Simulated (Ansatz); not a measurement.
# Work function and dipole per adsorbate against coverage for O on Rh(111), PBE slabs

Whether a measured rise in work function may be converted into an oxygen coverage with one fixed dipole per atom depends on how constant that dipole stays as the layer fills. The question matters for rhodium catalysts, where the work function serves as a monitor of adsorbed oxygen, and for contacts and emitters, where it sets the barrier that electrons must cross. The quantity calculated here is $\Delta\Phi$, the PBE work function of the oxygen-covered face less that of the clean face. A positive value means that electrons are harder to remove. The dipole per oxygen atom follows from $\Delta\Phi$ and the number of atoms per area, and is negative when the negative end points outwards.

## Systems and settings

Ansatz 0.2.0, plane-wave Kohn-Sham DFT with its default PAW datasets at a cutoff of 420 eV, PBE. Slabs of 4 layers at the tabulated measured lattice constant with the lower two layers held; adsorbates on the upper face in cells of 1 to 9 surface atoms, started on the site named and relaxed with the upper layers until forces are under 0.02 eV/Å. k-spacing 0.23 Å⁻¹ (2π included), Fermi-Dirac smearing of 0.1 eV, 18 Å of vacuum, dipole correction. Spin-paired, no spin-orbit coupling.

Notes on method and selection:

- One starting site was run; real layers may sit elsewhere, sink into the surface or rebuild it.
- Changes under about 0.15 eV are within the error of slabs this thin.
- Runs in which an atom moved over 1.3 Å, mostly full layers of large atoms, are not listed; the work function can turn there.
- Neighbouring dipoles tend to depolarise each other as the coverage rises, unless heights or bonding change.
- Runs in which the search for lower states was switched off are not listed.
- Work functions and vacuum levels are read from the electrostatic potential (Hartree and local ionic parts), which a warning of a rough exchange-correlation potential in thin density does not concern.
- Error sizes named in these notes are rules of thumb and were not measured on these runs.
- The default PAW datasets of this version of Ansatz are the set soft_2.
- Runs that did not converge, have known faults or may not be shown are not listed, and runs on Ansatz's PAW sets soft_1 and soft_2 are kept to separate tables.

Columns:

- density (nm⁻²): adsorbates per area.
- height (Å): height of the adsorbed atom (the lowest atom of a molecule) over the highest substrate atom.
- coverage (ML): adsorbates per surface atom.
- ΔΦ (eV): work function of the covered face less that of the clean face.
- dipole (D): dipole per adsorbate from ΔΦ by the Helmholtz relation, positive end outwards.
- Φ covered (eV): work function of the covered face.

## Data

```
member     density (nm⁻²)  height (Å)  coverage (ML)  ΔΦ (eV)  dipole (D)  Φ covered (eV)
clean      0.00            –           0.000          0.00     –           5.17
0.1111 ML  1.78            1.24        0.111          0.23     −0.347      5.40
0.25 ML    4.00            1.22        0.250          ?        ?           ?
0.5 ML     8.00            1.19        0.500          1.00     −0.332      6.17
1 ML       15.99           1.18        1.000          1.25     −0.207      6.41
```

Cells marked ? are withheld until the estimate has been made.

## Reading the trend

Oxygen raises the work function at every coverage shown, but not in proportion to the number of atoms. Between 0.1111 and 0.5 ML the slope is (1.00 − 0.23) / (8.00 − 1.78) = 0.124 eV nm². Between 0.5 and 1 ML it is (1.25 − 1.00) / (15.99 − 8.00) = 0.031 eV nm², a quarter of that.

The sign follows from charge transfer: oxygen draws electrons from the metal and holds them outside the surface, which gives a layer of dipoles with the negative end outwards. The Helmholtz relation connects the columns,

$$\Delta\Phi = -0.377\,n\,\mu,$$

with $\Delta\Phi$ in eV, the density $n$ in nm⁻² and the dipole $\mu$ in D. Had the dipole at 0.5 ML persisted to the full layer, $\Delta\Phi$ would have doubled to about 2.00 eV. The calculated 1.25 eV falls short by 2.00 − 1.25 = 0.75 eV, far more than the error expected of these thin slabs.

Mutual depolarisation explains the direction of this loss. Each dipole lies in the field of its neighbours, which pushes electrons back towards the metal. For a fixed polarisability, $1/|\mu|$ rises linearly with $n^{3/2}$. A line of this form through the 0.5 and 1 ML rows gives a dipole of roughly −0.47 D at 0.1111 ML, hence 0.377 × 1.78 × 0.47 = 0.32 eV. The tabulated value is 0.23 eV, and the difference of 0.09 eV is within the slab error, so the near-equality of the dipoles at 0.1111 and 0.5 ML is no firm evidence against this simple picture. A weaker charge transfer per atom, as more oxygen atoms share the same rhodium atoms, may also contribute at full coverage. The height changes by only 0.01 Å between 0.5 and 1 ML, too little by itself to account for a dipole smaller by more than a third.

## Prediction

Plain estimates from the members shown:

- 0.25 ML, straight-line interpolation between 0.1111 ML and 0.5 ML: w = (4.00 − 1.78) / (8.00 − 1.78) = 0.357, so 0.23 + 0.357 × (1.00 − 0.23) = 0.50 eV

Interpolating the dipole is better founded than interpolating $\Delta\Phi$, because the Helmholtz relation already contains the proportionality to density and only the slower change of the dipole remains to be estimated.

The two routes can be tried on the 0.5 ML row, using its neighbours at 0.1111 and 1 ML. The weight is (8.00 − 1.78) / (15.99 − 1.78) = 0.438. The dipole route gives a magnitude of 0.347 − 0.438 × (0.347 − 0.207) = 0.286 D and a change of 0.377 × 8.00 × 0.286 = 0.86 eV, which is 0.14 eV too low. The straight line in $\Delta\Phi$ gives 0.23 + 0.438 × (1.25 − 0.23) = 0.68 eV, which is 0.32 eV too low.

For 0.25 ML the dipole has a magnitude of 0.347 − 0.357 × (0.347 − 0.332) = 0.342 D, and the estimate is 0.377 × 4.00 × 0.342 = 0.52 eV. The height of 1.22 Å lies where interpolation between the neighbouring rows puts it, so it gives no reason for a further shift.

The same error in the dipole as in the trial would produce half the error in $\Delta\Phi$ at half the density: 0.14 × 4.00 / 8.00 = 0.07 eV. This is taken as one standard deviation, although it rests on a single trial. The program's warning of unconfirmed electronic levels applies to the partly covered surfaces, including this one, and its effect is not known.

**Committed estimate, 0.25 ML: ΔΦ = 0.52 ± 0.07 eV.**

## The withheld result

```
member   density (nm⁻²)  height (Å)  coverage (ML)  ΔΦ (eV)  dipole (D)  Φ covered (eV)
0.25 ML  4.00            1.22        0.250          0.52     −0.344      5.69
```

```
member   estimate       ΔΦ (eV)  computed  estimate − computed  miss in error bars
0.25 ML  committed      0.52     0.52      0.00                 0.0
0.25 ML  interpolation  0.50     0.52      −0.02
```

The estimate of 0.52 eV agrees with the computed value to the printed digits and so lies well inside its error bar. The straight line in $\Delta\Phi$ gave 0.50 eV, and a gap of 0.02 eV is too small to rank the two routes. The error bar was wide for this member because it came from a trial across the steep fall of the dipole towards the full layer, whereas the dipole hardly changes between 0.1111 and 0.5 ML.

The assumption of a slowly varying dipole held: its magnitude is 0.347, 0.344 and 0.332 D in the three partly covered rows. Depolarisation with a fixed polarisability fares less well. The line of $1/|\mu|$ against $n^{3/2}$ through the 0.5 and 1 ML rows gives a magnitude of roughly 0.42 D at 0.25 ML, hence 0.377 × 4.00 × 0.42 = 0.63 eV, which is 0.11 eV too high. It was also too high at 0.1111 ML. Both misses come from the same line and each is within the slab error, so they only hint that the response or the charge transfer of each oxygen atom changes with coverage, so that fixed dipoles weakening each other are not the whole account.

## Members off the line

The full layer stands apart. Its dipole has a magnitude of 0.207 D, against a mean of (0.347 + 0.344 + 0.332) / 3 = 0.341 D for the other three coverages, a reduction of 39 %.

Two causes have the right sign. The field of close neighbours drives electrons back towards the metal, and at 1 ML every fcc hollow, the site used in all these runs, holds an oxygen atom, so that each surface rhodium atom binds three of them and has less charge to give to each. The columns do not show how the loss divides between the two.

A numerical cause is unlikely. The bare lower face has practically the same work function in all the slabs, covered or clean, so neither a drifting Fermi level nor a faulty dipole correction produces the drop. The same agreement indicates that the warning about unconfirmed levels has no visible effect on the work functions of the partly covered slabs.

## Comparison with experiment

```
member  quantity        measured  computed  computed − measured  conditions                                                                                                                    source
clean   Φ covered (eV)  5.46      5.17      −0.29                compiled values differ between sources by a tenth of an eV or more; compiled experimental value; Rh(111) single-crystal face  [1]
```

Sources:

[1] "Anisotropic work function of elemental crystals" (2019, arXiv:1902.07811)

Only the clean face has a measured counterpart. The computed work function of 5.17 eV is 0.29 eV below the compiled 5.46 eV. PBE commonly gives work functions of transition metals that are too low by a few tenths of an eV, which would fit in sign and size. The thin slab may add an error of about 0.15 eV in either direction, and compiled values differ among themselves by a tenth or more. A single compiled value without a stated method therefore points to a PBE value that is too low, but does not fix the size of the error.

Residual oxygen on the measured crystal would also raise its work function. By the 0.1111 ML row, a rise of 0.29 eV would take about 0.29 × 0.111 / 0.23 = 0.14 ML, an amount that would hardly escape notice on a carefully prepared surface.

The covered faces are not compared here, so the trend with coverage remains untested against experiment. An error common to the clean and covered faces cancels in $\Delta\Phi$, which should make the changes more reliable than the absolute work functions.

## Summary

For the rows from 0.1111 to 0.5 ML, $\Delta\Phi$ is close to 2.05 eV per monolayer times the coverage, the factor being the mean of the three ratios, (0.23 / 0.111 + 0.52 / 0.250 + 1.00 / 0.500) / 3 = 2.05. This gives 0.23, 0.51 and 1.03 eV against the computed 0.23, 0.52 and 1.00 eV, misses of at most 0.03 eV where the values scatter about their mean by some 0.3 eV. A further coverage in this range should be predictable to about 0.05 eV at the same settings.

If real layers follow the computed slope, a measured rise of 0.60 eV would thus indicate 0.60 / 2.05 = 0.29 ML. At the full layer the conversion fails: its 1.25 eV would be read as 1.25 / 2.05 = 0.61 ML.

The most important omitted effect is probably oxygen moving beneath the surface rhodium at high coverage. It would be expected to lower $\Delta\Phi$, by an amount that these runs do not give.

[Logs are printed without paths, hosts, clocks, repeated set-up lines and the standing remarks that a program may print on its own settings, such as how far it seeks lower states.]
